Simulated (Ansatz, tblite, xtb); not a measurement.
# How methods differ on SiBr2 (SMILES Br[Si]Br)

SiBr2 has 3 atoms, charge 0, and is taken as a singlet. SMILES: `Br[Si]Br`. The shape is that of a GFN2-xTB optimisation.

```xyz
3

Si    0.0055   -0.0071   -0.9662
Br    1.7306   -0.0190    0.4921
Br   -1.7361    0.0261    0.4741
```

Quantity: the dipole moment, in D. The values are calculated.

| level | kind | program | value (D) | CPU time |
| --- | --- | --- | --- | --- |
| GFN1-xTB | semi-empirical | tblite | 2.69 | under 2 s |
| IPEA1-xTB | semi-empirical | tblite | 2.43 | under 2 s |
| GFN0-xTB | semi-empirical | xtb | 2.40 | under 2 s |
| GFN2-xTB | semi-empirical | xtb | 3.51 | under 2 s |
| HF/STO-3G | Hartree–Fock | Ansatz | 2.69 | 0.87 s |
| HF/3-21G | Hartree–Fock | Ansatz | 1.99 | 1.2 s |
| HF/def2-SVP | Hartree–Fock | Ansatz | 1.36 | 2.7 s |
| B3LYP/6-31G* (spherical functions) | global hybrid | Ansatz | 1.25 | 8.3 s |
| PBE0/def2-SVP | global hybrid | Ansatz | 0.96 | 7.4 s |
| B3LYP/6-31G* (Cartesian functions) | global hybrid | Ansatz | 1.24 | 8.4 s |

All-electron rows without a relativistic Hamiltonian named are non-relativistic. The values span 0.96 to 3.51 D. Magnitudes only. Sets without polarisation functions give poor dipoles. Without the sets that lack polarisation functions the rows with a basis span only 0.96 to 1.36 D. Times are those of the runs behind each value, whatever else they computed, on shared processors of several kinds: orders of magnitude only.

The dipole moment of SiBr2 is a balance of opposing terms: the polar Si–Br bonds put negative charge on bromine, while the silicon lone pair, on the far side of the silicon atom, pulls the other way. Bromine-to-silicon π donation into the empty silicon p orbital weakens the charge separation further. A modest error in any of these terms therefore shifts the net moment strongly.

Within Hartree–Fock the moment falls from 2.69 to 1.99 to 1.36 D as the basis gains flexibility and then polarisation functions, which let the lone pair and the bonding density deform. In the same def2-SVP basis PBE0 gives 0.96 D, probably because Hartree–Fock makes the bonds too ionic. The choice between spherical and Cartesian functions hardly matters.

All four tight-binding values lie above every polarised-basis result, GFN2-xTB furthest, and the match between GFN1-xTB and HF/STO-3G does not validate either. The polarised rows support a modest moment, but without larger, diffuse-augmented sets they do not establish a basis-set limit.
